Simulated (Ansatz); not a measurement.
A series in volume scale on Ba

All results are calculated (Ansatz 0.2.0). Free energy against uniform scaling of the volume at fixed shape and fractions; periodic cell, basis, potentials, k mesh and filling as listed.

The cell before it is scaled or strained (space group P6/mmm, No. 191):
```
CELL_PARAMETERS angstrom
6.99610 0.00000 0.00000
-3.49800 6.05880 0.00000
0.00000 0.00000 3.90940
ATOMIC_POSITIONS crystal
Ba 0.33333 0.66667 0.50000
Ba 0.66667 0.33333 0.50000
```

Settings of every row: functional PBEsol; dispersion none; potentials all-electron LAPW; k mesh 5x5x7; k shift 0x0x0; occupations cold; smearing width 0.3 eV; spin none.

Limits: coarse k mesh, up to 40 meV an atom off; minimum outside the range; wide smearing; no spin-orbit coupling, which can matter with elements this heavy; the cell comes from a prototype or a list of computed structures and needn't be the stable phase.

```
row  volume scale  V (Å³/atom)  energy above lowest point (meV/atom)
  1          0.92       76.227                                     0
  2          0.96       79.542                                   1.4
  3             1       82.856                                     ?
  4          1.04        86.17                                   8.4
  5          1.08       89.484                                    14
```

Question: what energy above lowest point should row 3 give?

Worked fit of energy above lowest point. Take u = (V_r/V)^(2/3) − 1 with V_r = 82.856 Å³ an atom, which is twice the finite (Eulerian) strain; such expansions in the strain, on which the Birch-Murnaghan equation of state is built, carry the rest volume and the bulk modulus. The shown rows have u = 0.05717, 0.02759, -0.02581, -0.05001. Least squares give energy above lowest point = 4.22 − 137.6 × u + 1130 × u² meV/atom; a straight line predicts inner rows, each left out in turn, worse (root mean square 1.9 against 0.3 meV/atom). The rows lie off it by 0.0, 0.1, -0.1, 0.1. The withheld row has u = 0, so the fit gives 4.22 − 137.6 × (0) + 1130 × (0)² = 4.2 meV/atom.

The calculation gave 4.2 meV/atom. The fit meets it to the printed digit.
